**Q:** I sorted these calcium structures by energy, expecting the bulkier ones to cost more. Most of them have nearly the same volume, yet their energies differ a great deal. What sets the order?

Crystal structures of calcium, calculated with Ansatz 0.2.0 using scalar-relativistic DFT with the PBEsol functional, PAW datasets and a plane-wave cutoff of 420 eV. Cell and atoms were relaxed at zero pressure, keeping the symmetry of the starting structure, whose type or source is given under "found from". Energies are relative to the lowest entry in the table.

| found from | space group number | atoms in cell | volume per atom (Å³) | over lowest (meV/atom) |
| --- | --- | --- | --- | --- |
| Sm type | 166 | 3 | 40.70 | 0.0 |
| Mg type | 194 | 2 | 40.77 | 0.0 |
| database cell | 194 | 4 | 40.64 | 0.0 |
| database cell | 139 | 1 | 40.34 | 11.0 |
| W type | 229 | 1 | 40.32 | 13.0 |
| W type | 223 | 8 | 40.80 | 36.0 |
| Ti type | 191 | 3 | 41.16 | 53.0 |
| changed type | 69 | 2 | 41.22 | 127.0 |
| Sn type | 191 | 1 | 40.84 | 227.0 |
| Sn type | 141 | 2 | 41.07 | 257.0 |
| B type | 166 | 12 | 53.70 | 574.0 |
| Si type | 227 | 2 | 75.08 | 1108.0 |

**A:** First separate the two things that a crystal can adjust: how much room each atom gets, and how the neighbours are placed in that room. The first ten rows agree in volume to about 2%, while "over lowest", the energy above the lowest entry, climbs to 257 meV/atom. With a rough bulk modulus of 17 GPa, the remaining differences in volume would cost less than 1 meV/atom. In these ten rows you are therefore looking at the price of the arrangement.

**Q:** Why would such different arrangements settle at the same volume?

**A:** Calcium gives two electrons per atom to a common sea that runs through the whole metal. Squeezing the sea raises the kinetic energy of the electrons, and thinning it weakens their attraction to the ions. The balance fixes a preferred electron density, and so a volume per atom, with little regard to where exactly the ions sit. A covalent crystal behaves differently, because there each bond has a preferred length.

**Q:** Can the table tell a preferred volume from a preferred bond length?

**A:** Yes, because in some structures the symmetry fixes every distance once the volume is known. Start from the Mg type, which is hexagonal close packing. Its volume per atom is $V = 40.77$ Å³, and if its twelve nearest neighbours are taken as equally far away, their distance is

$$d = (\sqrt{2}\,V)^{1/3} = 3.86\ \text{Å}.$$

Now build the body-centred cubic structure, the W type with space group 229. If it kept this distance, its volume would be

$$V_{\text{bcc}} = \frac{4d^3}{3\sqrt{3}} = 44.4\ \text{Å}^3.$$

The calculation gives 40.32 Å³, so the bond-length rule is 10% too high. Simply keeping the volume of the Mg type misses by 1%. The metal has shortened its nearest contacts to hold its density.

**Q:** One structure is thin evidence. Does it hold elsewhere?

**A:** The other W type, with space group 223, is a harder test. It is known as A15 and contains chains of atoms with contacts of only 3.44 Å. Keeping the distance of the Mg type would make its volume 41% too large, whereas keeping the volume is right to about 0.1%. Both rules take their only input from the Mg type, so the two W types serve as tests; the output after this exchange lists the distances and volumes.

**Q:** So the volume is settled. What makes one arrangement dearer than another?

**A:** Picture the ions as positive charges in an even negative sea. They repel one another, so the best arrangement spreads them evenly and leaves neither crowded spots nor large holes. A useful measure is the number of neighbours within about 4.5 Å, a distance that falls in a gap between shells in the structures I shall compare.

The Mg type has 12 such neighbours. Body-centred cubic has 8 nearest ones and 6 more at 4.32 Å, which makes 14. A15 averages 13.5, since two of its eight atoms have 12 and the other six have 14. These three lie within 36 meV/atom of one another.

**Q:** I would have counted only the nearest neighbours. Then body-centred cubic has lost four of its twelve bonds.

**A:** That count fails badly here. Calcium is bound by roughly 1.8 eV/atom, so losing a third of equal bonds would cost about 600 meV/atom. The table has 13. The six slightly more distant neighbours fill the space that the missing four would leave open.

The Sn type with space group 191 shows what happens without them. It is a simple hexagonal stack, with six neighbours in the layer and one each above and below. For any reasonable ratio of height to edge, the next atoms are at least 4.97 Å away. It too has eight close neighbours, but no second shell just behind them, and it costs 227 meV/atom.

**Q:** Then the Si type, with four neighbours, should be the worst, and it is. But why does it abandon the common volume?

**A:** The Si type is the diamond structure, with four neighbours at 3.65 Å and the next shell only at 5.97 Å. Its volume is 84% above that of the Mg type. Squeezed back to the common volume, its contacts would shrink to $3.65/1.84^{1/3} \approx 3.0$ Å, with wide holes still left between them. Here the rule of constant volume breaks down, and constant bond length does better, though it is still 18% too high.

Unevenly spread ions are held less strongly by the electron sea, which favours some swelling. Against the stiffness of the metal, though, that push would explain only a small part of the 84%. The rest probably comes from the way the electrons rearrange themselves in so open a structure, which the table does not show. As for the cost, point charges at the common volume would lose an energy of the order of an eV per atom in this arrangement. The computed 1.1 eV is of that size, but it also contains the expansion and the response of the electrons, so the likeness is only a check of scale. The count of equal bonds also comes close here, with about 1200 meV/atom, but it failed for body-centred cubic and so cannot be trusted as the explanation.

**Q:** The other Sn type puzzles me. Tin also has a diamond form, so why is this row so much cheaper than the Si type?

**A:** That comparison is the most telling one in the table. The Sn type with space group 141 has the same pattern of sites as diamond, but one axis may change its length relative to the other two. This freedom lets the crystal close its holes by bringing further atoms near. The volume falls from 75.08 to 41.07 Å³ and the energy by $1108 - 257 = 851$ meV/atom.

The Si type could not take this route, because each relaxation kept the symmetry of its starting structure. It may therefore be a saddle, a shape held up only by its cubic symmetry, and its energy should not be read as that of a form calcium could keep.

**Q:** And the B type, which swells less?

**A:** Boron's structure is built from hollow cages of twelve atoms. That suits an element that forms strong directed bonds, but in a simple metal the empty cages and the gaps between them are wasted room. The row fits the picture in both respects, with a volume 32% above the Mg type and a cost of 574 meV/atom. That the cages are the cause is my reading of the structure type, not something tested here.

**Q:** At the top of the table the differences are tiny. Does the Sm type really win?

**A:** No, the first three rows are a tie. All three are stacks of the same close-packed layers and differ only in the order of the layers, so each atom has twelve near neighbours at almost the same distance. The energies are good to about 4 meV/atom, and the three agree more closely than that. For the same reason you should not rank the database cell at 11 meV/atom, which is a slightly squashed body-centred cell, against the W type at 13, which is very nearly cubic. Note also that face-centred cubic, another stack of these layers and calcium's known form at ordinary conditions, is not among the rows, so the table cannot name the most stable structure.

**Q:** But those two do lie above the close-packed rows, although they have 14 neighbours instead of 12. Doesn't that contradict your count?

**A:** It shows where the count stops being useful. It sorts structures into groups, but it is not an energy formula. For point charges in an even sea, body-centred cubic would even be favoured, by a few meV/atom. The computed order is the reverse, so the decision must come from how the electrons respond to the lattice. In calcium the empty 3d states lie close above the filled levels and mix into them, which makes that response sensitive to the arrangement.

The Ti type and the changed type lie between the groups. They keep the common volume, so their cost also comes from the arrangement, but symmetry leaves some of their distances free and the count alone cannot place them.

**Q:** How would I judge another calcium structure before calculating it?

**A:** Scale it to the common computed volume, about 41 Å³ per atom, and list the distances from each atom. If 12 to 14 neighbours come before the first wide gap, it probably belongs with the cheap structures, where differences are tens of meV/atom or less. If there are clearly fewer, expect a higher cost, though this table has too few such rows to give its size. For very open structures, like the Si and B types, the common volume itself is no longer a safe assumption, and you should first ask whether a change of shape could close the holes.

The analysis program printed:

```
hcp, 12 neighbours at (Å): 3.863
hcp, next shell at (Å): 5.463
bcc, 8 neighbours at (Å): 3.742
bcc, 6 more at (Å): 4.32
A15, shortest distance, 2 neighbours of the chain atoms (Å): 3.443
A15, farthest of the 14 neighbours of a chain atom (Å): 4.216
diamond, 4 neighbours at (Å): 3.653
diamond, next shell at (Å): 5.966
simple hexagonal, least possible distance beyond the 8 neighbours (Å): 4.967
bcc volume if the hcp distance were kept (Å³ per atom): 44.38
A15 volume if the hcp distance were kept (Å³ per atom): 57.66
diamond volume if the hcp distance were kept (Å³ per atom): 88.77
bcc volume over hcp volume (percent change): -1.104
A15 volume over hcp volume (percent change): 0.07358
diamond volume over hcp volume (percent change): 84.16
B type volume over hcp volume (percent change): 31.71
spread of volume in the ten compact rows (percent): 2.232
largest elastic cost of volume mismatch in the compact rows, rough (meV/atom): 0.2635
bcc cost if only nearest bonds counted, rough (meV/atom): 600
diamond cost if only nearest bonds counted, rough (meV/atom): 1200
electrostatic penalty of diamond at hcp volume, order of magnitude (eV/atom): 1.619
electrostatic gain of bcc over hcp, order of magnitude (meV/atom): 2.698
```
